# Margin comments on hyper-Rayleigh depolarisation and the rank-6 average

**1. Premises and conventions.** The dipole is expanded as a Taylor series, $\mu_i=\mu_i^{0}+\alpha_{ij}E_j+\tfrac12\beta_{ijk}E_jE_k$, with repeated indices summed. A field $E_0\cos\omega t$ then induces the amplitude $\tfrac14\beta_{IJK}(-2\omega;\omega,\omega)E_{0J}E_{0K}$ at $2\omega$. Lower-case indices are molecular axes and capitals are laboratory axes. The laser travels along $X$, is polarised along $Z$, and the light at $2\omega$ is observed along $Y$ through an analyser set to $Z$ or $X$. The premises are: (a) electric-dipole scattering; (b) uniformly distributed and mutually uncorrelated orientations; (c) Kleinman symmetry, meaning that $\beta_{ijk}$ is unchanged by every permutation of its indices. Symmetry in $jk$ alone is exact, because both photons come from one field. The depolarisation ratio is
$$\rho=\frac{I_{X}}{I_{Z}}=\frac{\langle\beta_{XZZ}^2\rangle}{\langle\beta_{ZZZ}^2\rangle}.$$
Part of the literature quotes the inverse, $1/\rho$. I take $\beta$ real; for complex $\beta$ each square becomes a squared modulus.

**2. Why intensities add.** The total field is a sum over molecules $a$ of $\beta^{(a)}_{IZZ}$ times a phase factor. By (b) a cross term $a\neq b$ factorises into $\langle\beta_{IZZ}\rangle\langle\beta_{IZZ}\rangle$. The average $\langle\beta_{IJK}\rangle$ is an isotropic tensor of rank 3, hence a multiple of $\epsilon_{IJK}$, which is antisymmetric in $JK$, while $\beta$ is symmetric in $JK$. The average is zero, and only the $N$ self terms $\langle\beta_{IZZ}^2\rangle$ survive.

**3. Why fifteen products of deltas.** With $\beta_{IJK}=R_{Ii}R_{Jj}R_{Kk}\beta_{ijk}$ for a rotation matrix $R$, define
$$T_{IJK;LMN}=\langle\beta_{IJK}\beta_{LMN}\rangle .$$
The invariant measure on SO(3) is unchanged when a fixed rotation is applied to the whole sample, so $T$ is an isotropic tensor of rank 6. By the first fundamental theorem of invariant theory for SO(3), every isotropic tensor is a linear combination of products of $\delta$ and $\epsilon$. A product of two $\epsilon$ is a determinant of $\delta$, and a single $\epsilon$ needs odd rank. So $T$ is a combination of the $5\cdot3\cdot1=15$ ways of pairing six indices.

**4. Fifteen collapse to two.** Call a $\delta$ a link if it joins the group $IJK$ to the group $LMN$. The unlinked indices of each group pair among themselves, so three minus the number of links is even, and there are three links or one. Three links give the $3!=6$ products whose sum is $F^{(6)}$, for example $\delta_{IL}\delta_{JM}\delta_{KN}$. One link gives the $3\times3=9$ products whose sum is $F^{(9)}$, for example $\delta_{IL}\delta_{JK}\delta_{MN}$. By (c), $T$ equals its own symmetrisation over $IJK$ and over $LMN$. That operation sends every three-link product to $F^{(6)}/6$ and every one-link product to $F^{(9)}/9$. Hence
$$T=a\,F^{(6)}+b\,F^{(9)},$$
and the $15\times15$ coefficient matrix of the general average is not needed.

**5. Fixing $a$ and $b$.** Two full contractions of $\beta\beta$ are rotation invariant and so pass through the average unchanged:
$$S=\beta_{ijk}\beta_{ijk},\qquad V=v_iv_i,\quad v_i=\beta_{ijj}.$$
Each closed loop of deltas gives a factor 3.

*Contraction with $\delta_{IL}\delta_{JM}\delta_{KN}$, which gives $S$.* In $F^{(6)}$ the loops are the cycles of the permutation: the identity has three, the three transpositions two, the two cyclic permutations one, so $27+3\cdot9+2\cdot3=60$. In $F^{(9)}$ the three terms whose link coincides with a contracting delta have two loops and the other six have one, so $3\cdot9+6\cdot3=45$.

*Contraction with $\delta_{IL}\delta_{JK}\delta_{MN}$, which gives $V$.* In $F^{(6)}$ the two terms containing $\delta_{IL}$ have two loops and the other four have one, so $2\cdot9+4\cdot3=30$. In $F^{(9)}$ the trace over $JK$ gives $3+1+1=5$ times a link ending on $I$, the trace over $MN$ gives 5 again, and $\delta_{IL}\delta_{IL}=3$, so $5\cdot5\cdot3=75$.

Thus $S=60a+45b$ and $V=30a+75b$. Twice the second minus the first gives $105\,b=2V-S$, and substitution gives $a$:
$$a=\frac{5S-3V}{210},\qquad b=\frac{2V-S}{105}.$$

**6. Reading off the components.** With all six indices equal to $Z$ every product is 1, so $F^{(6)}=6$ and $F^{(9)}=9$. For $XZZ;XZZ$ a product survives only if the two $X$ are paired, that is if it contains $\delta_{IL}$: two terms of $F^{(6)}$ and one of $F^{(9)}$. Therefore
$$\langle\beta_{ZZZ}^2\rangle=6a+9b=\frac{2S+3V}{35},\qquad \langle\beta_{XZZ}^2\rangle=2a+b=\frac{4S-V}{105}.$$

**7. What $|\beta_{J=1}|^2$ and $|\beta_{J=3}|^2$ mean.** The coefficients of the final formula depend on this normalisation. A symmetric rank-3 tensor has $10=3+7$ components, a vector ($J=1$) and a traceless part ($J=3$):
$$\beta^{(1)}_{ijk}=\tfrac15(\delta_{ij}v_k+\delta_{ik}v_j+\delta_{jk}v_i),\qquad \beta^{(3)}=\beta-\beta^{(1)} .$$
The trace of $\beta^{(1)}$ over $jk$ is $(1+1+3)v_i/5=v_i$, so $\beta^{(3)}$ is traceless. Every term of $\beta^{(1)}$ carries a $\delta$, so $\beta^{(1)}_{ijk}\beta^{(3)}_{ijk}=0$. Define each norm as the sum of the squares of all 27 Cartesian components. Squaring $\beta^{(1)}$ gives three diagonal terms of $3V$ and six cross terms of $V$:
$$|\beta_{J=1}|^2=\tfrac{15}{25}V=\tfrac35V,\qquad |\beta_{J=1}|^2+|\beta_{J=3}|^2=S .$$
Insert $V=\tfrac53|\beta_{J=1}|^2$. The dipolar coefficients become $(2+5)/35=1/5=9/45$ and $(4-\tfrac53)/105=1/45$, so
$$\langle\beta_{ZZZ}^2\rangle=\tfrac{9}{45}|\beta_{J=1}|^2+\tfrac{6}{105}|\beta_{J=3}|^2,\qquad
\langle\beta_{XZZ}^2\rangle=\tfrac{1}{45}|\beta_{J=1}|^2+\tfrac{4}{105}|\beta_{J=3}|^2 .$$

**8. The same coefficients from Schur's lemma.** A laboratory component is a scalar product $\beta_{ijk}s_{ijk}$ with a symmetric probe tensor $s$. Under the average, different $J$ do not interfere, and within one $J$ the norm is shared equally among $2J+1$ orthonormal components, so the mean square is $\sum_J|s_J|^2|\beta_J|^2/(2J+1)$. For $s=ZZZ$ the norm is 1 and the trace vector is $Z$, so $|s_1|^2=3/5$, $|s_3|^2=2/5$, which gives $1/5$ and $2/35$. For $s=(XZZ+ZXZ+ZZX)/3$ the norm is $1/3$ and the trace vector is $X/3$, so $|s_1|^2=1/15$, $|s_3|^2=4/15$, which gives $1/45$ and $4/105$. The two routes agree.

**9. The bounds.** Multiply both averages by 315 and set $x=|\beta_{J=1}|^2/|\beta_{J=3}|^2\ge0$:
$$\rho(x)=\frac{12+7x}{18+63x},\qquad \frac{d\rho}{dx}=-\frac{630}{(18+63x)^2}<0 .$$
The ratio falls monotonically from $2/3$ for a pure octupole ($x=0$) to $1/9$ for a pure dipole ($x\to\infty$). A single component $\beta_{zzz}$ has $S=V=\beta_{zzz}^2$, so the averages are $\beta_{zzz}^2/7$ and $\beta_{zzz}^2/35$, $x=3/2$ and $\rho=1/5$. A rod-like tensor is thus not purely dipolar: two fifths of its norm is octupolar. Conversely $\rho=1/5$ fixes only $x$, and does not prove that one component dominates.

**10. What Kleinman symmetry buys.** With $jk$ symmetry alone there are $18=3+3+5+7$ components, with a second $J=1$ and a $J=2$ part. Take $\beta_{ijk}=p\,u_i\delta_{jk}+q(\delta_{ij}u_k+\delta_{ik}u_j)$ with a molecule-fixed vector $u$. Then $\beta_{ZZZ}=(p+2q)u_Z$ and $\beta_{XZZ}=p\,u_X$, so $\rho=p^2/(p+2q)^2$. This is $1/9$ for $p=q$ and otherwise can take any value from zero upward. Both bounds therefore depend on (c), which for a general molecule holds exactly for static fields and approximately when $2\omega$ lies far below the electronic resonances.

**11. In $T_d$ premise (c) is a theorem.** The polar vector has characters $3,0,-1,-1,1$ on the classes $E,8C_3,3C_2,6S_4,6\sigma_d$. A rank-3 tensor with no index symmetry has the cubes of these, and the number of invariants is
$$\tfrac1{24}\,(27+0-3-6+6)=1 .$$
With $x,y,z$ along the $S_4$ axes, the function $xyz$ is invariant under $T_d$, so this one tensor has the six components $\beta_{xyz},\beta_{xzy},\dots$ equal and all others zero. It is fully symmetric at any frequency, and $v_i=0$. For CH$_4$ and CF$_4$ alike, $|\beta_{J=3}|^2=6\beta_{xyz}^2$ and
$$\langle\beta_{ZZZ}^2\rangle=\tfrac{12}{35}\beta_{xyz}^2,\qquad\langle\beta_{XZZ}^2\rangle=\tfrac{8}{35}\beta_{xyz}^2,\qquad\rho=\tfrac23 .$$

**12. A gas molecule rotates.** In a gas the signal is a band of rotational lines $J\to J'$. If rotational energies are negligible in the electronic denominators of $\beta$, the laboratory components $\beta^{(3)}_q$ form a rank-3 tensor operator, so $|J'-J|\le3$. The Wigner–Eckart theorem and the orthogonality of the $3j$ symbols give, for equally populated $M$,
$$\sum_{MM'}\langle J'M'|\beta^{(3)}_q|JM\rangle\langle J'M'|\beta^{(3)}_{q'}|JM\rangle^{*}=\tfrac17\,\delta_{qq'}\,|\langle J'\|\beta^{(3)}\|J\rangle|^2 .$$
This is the equal sharing of comment 8, line by line, so every line has $\rho=|s_3|^2_{XZZ}/|s_3|^2_{ZZZ}=(4/15)/(2/5)=2/3$. Closure over all final rotational states returns the classical average. For $T_d$ the filter width therefore affects the intensity and not $\rho$. For a molecule with both ranks, $\rho$ varies across the band, since rank 1 reaches only $|J'-J|\le1$, and $\rho(x)$ refers to the whole band.

**13. The analyser accepts a cone.** For a scattered polarisation $\hat e$, cross terms such as $\langle\beta_{XZZ}\beta_{ZZZ}\rangle$ contain an axis an odd number of times and vanish. With $A=\langle\beta_{ZZZ}^2\rangle$ and $B=\langle\beta_{XZZ}^2\rangle=\langle\beta_{YZZ}^2\rangle$,
$$I(\hat e)\propto B+(A-B)\,e_Z^2 .$$
So $\rho$ does not depend on the scattering angle within the $XY$ plane. For a ray at angle $\theta$ from $Y$ and azimuth $\varphi$ from $Z$, an ideal collimating lens maps the transverse radial vector, with $Z$ component $\cos\theta\cos\varphi$, onto the radial vector of the pupil and leaves the azimuthal vector, with $Z$ component $-\sin\varphi$, unchanged. The analyser $Z$ selects $\cos\varphi$ (radial) $-\sin\varphi$ (azimuthal), with $e_Z=1-(1-\cos\theta)\cos^2\varphi$. The analyser $X$ selects $\sin\varphi$ (radial) $+\cos\varphi$ (azimuthal), with $e_Z=-(1-\cos\theta)\sin\varphi\cos\varphi$. Average over $\varphi$, using $1/2$, $3/8$ and $1/8$ for $\cos^2\varphi$, $\cos^4\varphi$ and $\sin^2\varphi\cos^2\varphi$, and uniformly over $\cos\theta$ out to $\theta_m$. With $d=1-\cos\theta_m$,
$$f_Z=1-\tfrac d2+\tfrac{d^2}8,\qquad f_X=\tfrac{d^2}{24},\qquad \rho_{\rm cone}=\frac{B+(A-B)f_X}{B+(A-B)f_Z}.$$

**14. Range of validity.** The two-term formula needs electric-dipole scattering, an isotropic sample of uncorrelated molecules, a linearly polarised and weakly focused beam, collection of the whole rotational band without the vibrational hyper-Raman lines, and Kleinman symmetry. For a tetrahedral molecule in its totally symmetric vibrational ground state, $\rho=2/3$ needs neither Kleinman symmetry as an assumption nor the whole band. It fails when the scatterer is no longer tetrahedral. Colliding pairs carry an interaction-induced $\beta$ that may have a $J=1$ part, with weight relative to the monomer signal proportional to density. Molecules in a degenerate vibrational level may also acquire one. The sensitivity is $d\rho/dx=-35/18$ at $x=0$, so a small dipolar admixture $x$ lowers $\rho$ by about $2x$. In a liquid, where every molecule has neighbours in contact and orientations are correlated, the single-molecule value need not hold.

**15. Illustration: CH$_4$ gas, 1 bar, 300 K, 1064 nm.** Take $|\beta_{xyz}|=7$ a.u., an input chosen as a typical magnitude for methane in the Taylor convention. One atomic unit is $e^3a_0^3/E_h^2=8.639\times10^{-33}$ esu. Then $|\beta_{J=3}|^2=294$ a.u.$^2$, $\langle\beta_{ZZZ}^2\rangle=16.8$ and $\langle\beta_{XZZ}^2\rangle=11.2$ a.u.$^2$, and $\rho=0.667$. The unanalysed signal is governed by $\beta_{\rm HRS}=\sqrt{A+B}=\sqrt{28.0}=5.3$ a.u., or $4.6\times10^{-32}$ esu. This is the model's value and scales with the chosen input, whereas $\rho$ is independent of it.

*Band width.* Take the approximate rotational constant $B_{\rm rot}=5.24$ cm$^{-1}$ and $k_BT/hc=208.5$ cm$^{-1}$. Apart from nuclear-spin weights, the population $(2J+1)^2e^{-B_{\rm rot}J(J+1)hc/k_BT}$ peaks at $J+\tfrac12=\sqrt{208.5/5.24}=6.3$. The line $6\to9$ is shifted by $B_{\rm rot}(90-42)=252$ cm$^{-1}$ from the harmonic at $18797$ cm$^{-1}$. The fourth-power frequency factor lowers its power by 5 per cent in both polarisations, which leaves $\rho$ alone.

*Aperture.* For $\theta_m=0.3$ rad, $d=0.0447$, $f_Z=0.978$ and $f_X=8.3\times10^{-5}$, so with $A:B=3:2$ one finds $\rho_{\rm cone}=0.672$, a shift of $+0.005$.

*Hot molecules.* The threefold bending level at approximately $1300$ cm$^{-1}$ holds a fraction $3e^{-1300/208.5}=0.006$. The resulting $x$ is this fraction times the ratio of the induced dipolar norm to the octupolar norm, a ratio expected to be well below one.

*Pairs.* The ideal-gas density is $n=2.41\times10^{25}$ m$^{-3}$. With a typical collision diameter $\sigma=3.8$ Å, $n\cdot\tfrac43\pi\sigma^3=0.0055$ measures the fraction of molecules with a close neighbour. Under the deliberately generous assumption that each of these gains a purely dipolar $\beta$ whose norm equals the monomer's, $x=0.0055$ and $\rho=0.656$, a shift of $-0.01$ that grows roughly in proportion to pressure. The model's ratio for methane at 1 bar thus lies within about $0.01$ of the symmetry value $2/3$.